# Elastic collisions without microreversibility: limits and scaling in gapped graphene

## 1. Collision term

Static, dilute scatterers of density $n_i$, independent electrons, area $A$: $W(k\to k')=\frac{2\pi}{\hbar}\frac{n_i}{A}|T_{k'k}|^2\delta(\varepsilon-\varepsilon')$. The one-body density matrix maps linearly, $\rho\to S\rho S^\dagger$. Keeping its diagonal,
$$I_k=\sum_{k'}\big[W(k'\to k)f_{k'}-W(k\to k')f_k\big].$$
No blocking factors appear (Sturman 1984).

**Sum rule.** $S^\dagger S=SS^\dagger=1$ gives $\sum_{k'}|S_{k'k}|^2=\sum_{k'}|S_{kk'}|^2$, so $\sum_{k'}W(k\to k')=\sum_{k'}W(k'\to k)$ and $I_k=\sum_{k'}W(k'\to k)(f_{k'}-f_k)$. Consequences:

- Any $f(\varepsilon)$ is stationary.
- $0\le f\le1$ is preserved, since $I_k\le0$ at the largest $f$ of a shell and $I_k\ge0$ at the smallest.
- For entropy $\mathcal S=\sum_k s(f_k)$ with $s$ concave, $s'(f)(f'-f)\ge s(f')-s(f)$. Hence $\dot{\mathcal S}\ge\sum_{kk'}W(k'\to k)[s(f_{k'})-s(f_k)]=0$, the sum rule used a second time.

**Lowest asymmetric order.** On a shell with density of states $\nu$, $\pi\nu T=K(1+iK)^{-1}$ with $K$ Hermitian. Then $|\pi\nu T_{k'k}|^2=|K_{k'k}|^2+2\,\mathrm{Im}[K_{kk'}(K^2)_{k'k}]+O(K^4)$. The cubic term is odd under $k\leftrightarrow k'$. Its sum over $k'$ is $2\,\mathrm{Im}(K^3)_{kk}=0$.

**Blocking inserted by hand.** Let $W^{s,a}=\frac12[W(k\to k')\pm W(k'\to k)]$. Then $I_k=\sum W^s(f'-f)-\sum W^af'$, while $W(k'\to k)f'(1-f)-W(k\to k')f(1-f')$ gives
$$I^P_k=\sum_{k'}W^s(f'-f)-(1-2f_k)\sum_{k'}W^af'.$$
The spurious term $2f_k\sum W^af'$ conserves number and vanishes for $f(\varepsilon)$. It also spares the H-theorem for the Fermi entropy. With $\lambda=\ln[f/(1-f)]$, $df/d\lambda=f(1-f)$ implies $f(1-f')(\lambda-\lambda')\ge f-f'$, so $\dot{\mathcal S}^P/k_B\ge\sum W(k\to k')(f-f')=0$. These three tests cannot expose $I^P$. The transverse response does.

## 2. Model and dimensionless groups

One valley $\xi=\pm1$, one spin: $H=\hbar v(\xi k_x\sigma_x+k_y\sigma_y)+\Delta\sigma_z$, conduction band $\varepsilon^2=p^2+\Delta^2$, $p=\hbar vk$, $\nu=\varepsilon/2\pi\hbar^2v^2$. The scatterer is scalar, of strength $u$ (eV nm², positive if repulsive) and range $R$, with $kR\ll1$ and no intervalley scattering. The mean shift $n_iu$ is absorbed in $\mu$. Time reversal links opposite valleys and $\Delta$ breaks inversion, so nothing forces $W^a=0$ within a valley.

Seven quantities ($\hbar v,\Delta,\varepsilon,u,R,n_i,k_BT$) and two dimensions leave five groups:
$$\delta=\frac\Delta\varepsilon,\quad g=\pi\nu u=\frac{u\varepsilon}{2\hbar^2v^2},\quad \ell=\frac1\pi\ln\Big(\frac{\Lambda^2}{p^2}-1\Big),\quad \frac{n_iu}{\varepsilon},\quad \frac{k_BT}{\mu-\Delta},$$
with cutoff $\Lambda=\hbar v/R$ on $p$.

The local Green function obeys $uG=-\frac g2(1+\delta\sigma_z)(\ell+i)$. The spinor is $(\sqrt a,\ \xi\sqrt b\,e^{i\xi\phi})$, $a,b=(1\pm\delta)/2$. Define $\cot\alpha=\ell+1/ga$, $\cot\beta=\ell+1/gb$, $\chi=\alpha-\beta$, deflection $\vartheta=\phi'-\phi$. Then $\pi\nu T=\sin\alpha\,e^{-i\alpha}+\sin\beta\,e^{-i\beta-i\xi\vartheta}$, and the rate into $d\vartheta/2\pi$ is $\Gamma_0w$:
$$w=\sin^2\alpha+\sin^2\beta+2\sin\alpha\sin\beta\cos(\xi\vartheta-\chi),\qquad\Gamma_0=\frac{2n_i}{\pi\hbar\nu}.$$
At third order the odd part is $\frac12\xi g^3\delta(1-\delta^2)\sin\vartheta$. Here rotation symmetry alone gives the sum rule. Unitarity is what secures it for warped bands or anisotropic scatterers.

The harmonic $e^{i\phi}$ has eigenvalue $-1/\tau-i\omega$, with $1/\tau=\Gamma_0(\sin^2\alpha+\sin^2\beta-\sin\alpha\sin\beta\cos\chi)$ and $\omega=\xi\Gamma_0\sin\alpha\sin\beta\sin\chi$. The current of a shell turns counter-clockwise from $\mathbf E$ by $\theta$:
$$\tan\theta=\omega\tau=\frac{2\xi\delta y}{1+(\ell+y)^2+3\delta^2y^2},\qquad y=\frac{2}{g(1-\delta^2)}.$$
$n_i$ drops out of the angle.

## 3. Regimes

**Weak coupling.** With $P=\dfrac{1-\delta^2}{1+3\delta^2}=\dfrac{p^2}{p^2+4\Delta^2}$,
$$\tan\theta=\xi g\delta P\,(1-g\ell P),\qquad \frac\hbar\tau=\frac{n_iu^2\varepsilon(1+3\delta^2)}{4\hbar^2v^2}\,[1-g\ell(2-P)].$$
The symmetric third-order term is of the same order in $g$ as the skew term and carries the logarithm. It changes $\tau$ but turns no current. $\ell$ has logarithmic accuracy only: a factor 2 in $\Lambda$ moves it by 0.44. For equal numbers of $\pm u$ the cubic skew rate cancels. The next one, smaller by the factor $-2|g|\ell$ relative to the repulsive case, survives.

**Strong coupling.** $\tan\theta\to4\xi\delta/[g(1-\delta^2)(1+\ell^2)]$, with relative correction $-4\ell/[g(1-\delta^2)(1+\ell^2)]$. The crossover is the extremum at $y^2=(1+\ell^2)/(1+3\delta^2)$, where $|\tan\theta|=\delta/[\sqrt{(1+\ell^2)(1+3\delta^2)}\pm\ell]$, upper sign for repulsion. With $D=2\delta y$, $|\tan\theta|\le|D|/(1+3D^2/4)\le1/\sqrt3$. This two-channel model never exceeds $30^\circ$.

**Energy at fixed gap.** $g\delta=g_\Delta=u\Delta/2\hbar^2v^2$ is constant. For $\varepsilon\gg\Delta$ the Born angle saturates, $g_\Delta(1-4\delta^2)$. Near the edge, $x=(\varepsilon-\Delta)/\Delta\ll1$, it is $g_\Delta\frac x2(1-\frac{x^2}4)$, because the $b$ channel closes. Half saturation lies at $p=2\Delta$, $\varepsilon=\sqrt5\,\Delta$.

**Gap at fixed energy.** $\delta P$ vanishes at $\delta=0$ (equal phase shifts) and at $\delta=1$. Its maximum, from $3\delta^4+6\delta^2=1$, is 0.227 at $\delta=0.393$.

**Impurity density.** With $\sigma_{xx}=e^2\nu v^2(1-\delta^2)\tau/2$, per spin and valley at $T=0$ and leading order,
$$\sigma_{xx}=\frac{e^2}h\frac{2\hbar^2v^2}{n_iu^2}P,\qquad\sigma_{yx}=\xi\frac{e^2}h\frac{\Delta}{n_iu}P^2 .$$
The valleys cancel in the charge Hall current, so this is a valley Hall term. Terms of order $n_i^0$ lie outside this collision term: Berry curvature, side jump, two-impurity scattering. The Berry-curvature term has magnitude $(e^2/h)\,\delta/2$, used here as their scale. Skew scattering exceeds it for $n_i|u|<2\varepsilon P^2$. The Boltzmann picture needs $\varepsilon-\Delta\gg\hbar/\tau$.

**Temperature and the blocked form.** Linearising $I^P$ replaces $\omega$ by $(1-2f_0)\omega=\omega\tanh[(\varepsilon-\mu)/2k_BT]$. Shells below $\mu$ skew the wrong way. Let $\Phi(\varepsilon)\propto P^2$ be the shell value of $\sigma_{yx}$ and $\langle\cdot\rangle=\int(-f_0')\,\cdot\,d\varepsilon$. Use $(1-2f_0)(-f_0')=\partial_\varepsilon(f_0^2-f_0)$, $f_0(1-f_0)=-k_BTf_0'$ and $\Phi(\Delta)=0$:
$$r\equiv\frac{\sigma^P_{yx}}{\sigma_{yx}}=k_BT\frac{\langle\Phi'\rangle}{\langle\Phi\rangle}.$$

- Degenerate: $r=k_BT\,\Phi'/\Phi=16k_BT\mu\Delta^2/[p^2(p^2+4\Delta^2)]$ at $\varepsilon=\mu$, with relative correction $\frac{\pi^2}6(k_BT)^2(\Phi'''/\Phi'-\Phi''/\Phi)$. The blocked form erases the skew Hall term as $T\to0$.
- Band edge, $k_BT\ll\Delta$, $\Phi\propto x^2$: $r=\mathcal F_0(\eta)/\mathcal F_1(\eta)$, $\eta=(\mu-\Delta)/k_BT$, with Fermi integrals normalised by $1/\Gamma(j+1)$. Limits: $1-e^\eta/4$ for $\eta\to-\infty$ and $(2/\eta)(1-\pi^2/3\eta^2)$ for $\eta\gg1$. $r=0.84$ at $\eta=0$. The crossover $r=\frac12$ lies at $\eta=3.0$.

The symmetric part of $I^P$ equals that of $I$, so $\sigma_{xx}$ differs only at order $\tan^2\theta$.

## 4. Numbers

Typical inputs for graphene aligned on hBN: $v=1.0\times10^6$ m/s ($\hbar v=0.658$ eV nm) and gap $2\Delta=30$ meV, treated as uniform. Assumed scatterer: effective $u=1.0$ eV nm², $R=1.0$ nm, so $\Lambda=0.66$ eV. The density $n_i=2.5\times10^{12}$ cm⁻² is chosen so that the mobility has the order $10^5$ cm²/V s typical of such devices at low temperature.

Then $g_\Delta=0.0173$, $2\hbar^2v^2/n_iu^2=34.7$, $\Delta/n_iu=0.60$. Half saturation lies at 33.5 meV. At the edge $\hbar/\tau=0.87$ meV. At 100 meV $kR=0.15$. Table for $\xi=+1$, conductivities in $e^2/h$; "full" is the closed form of section 2.

| $\varepsilon$ (meV) | $P$ | $g$ | $\ell$ | $10^3\tan\theta$ Born | full, $+u$ | full, $-u$ | $\sigma_{yx}$ Born | $\delta/2$ |
|---|---|---|---|---|---|---|---|---|
| 20 | 0.16 | 0.023 | 2.5 | 2.8 | 2.8 | −2.8 | 0.016 | 0.375 |
| 60 | 0.79 | 0.069 | 1.5 | 14 | 13 | −15 | 0.37 | 0.125 |
| 100 | 0.92 | 0.115 | 1.2 | 16 | 14 | −18 | 0.50 | 0.075 |

At $\mu=60$ meV, with four flavours, $n=p^2/\pi\hbar^2v^2=2.5\times10^{11}$ cm⁻², $\tau=0.64$ ps and mobility $1.1\times10^5$ cm²/V s at Born level. The mobility reflects the choice of $n_i$ and tests nothing. The logarithmic corrections are $g\ell P=0.08$ on the angle and $g\ell(2-P)=0.13$ on the rate, the latter far above the skew angle itself. They partly cancel in $\sigma_{yx}$, leaving $2g\ell(1-P)=0.04$.

- Skew and Berry-curvature terms cross at $2\varepsilon P^2=n_iu=25$ meV, $\varepsilon=38$ meV. Even at 60 meV the $n_i^0$ scale is a third of the skew term.
- Strong coupling at 60 meV sets in at $|g|=1.3$, $|u|=18$ eV nm². The peak $|\tan\theta|$ is 0.07 for repulsion and 0.54 for attraction. Both depend on the cutoff, and a well that deep has internal structure that a point scatterer lacks, so they are indicative only.
- Blocked form at $\mu=60$ meV: $r=0.0054$ at 4.2 K. At 77 K the leading term gives 0.099 and the full thermal average 0.11.

These are the model's numbers, for short-range scatterers of one sign. Disorder of mixed sign lowers the angle through the cancellation of the cubic term, and long-range disorder needs the higher partial waves dropped here. The factor $1-2f_0$ is independent of the model, and in any degenerate gas with smooth $\Phi(\varepsilon)$ it suppresses the skew term to order $k_BT\,\Phi'/\Phi$.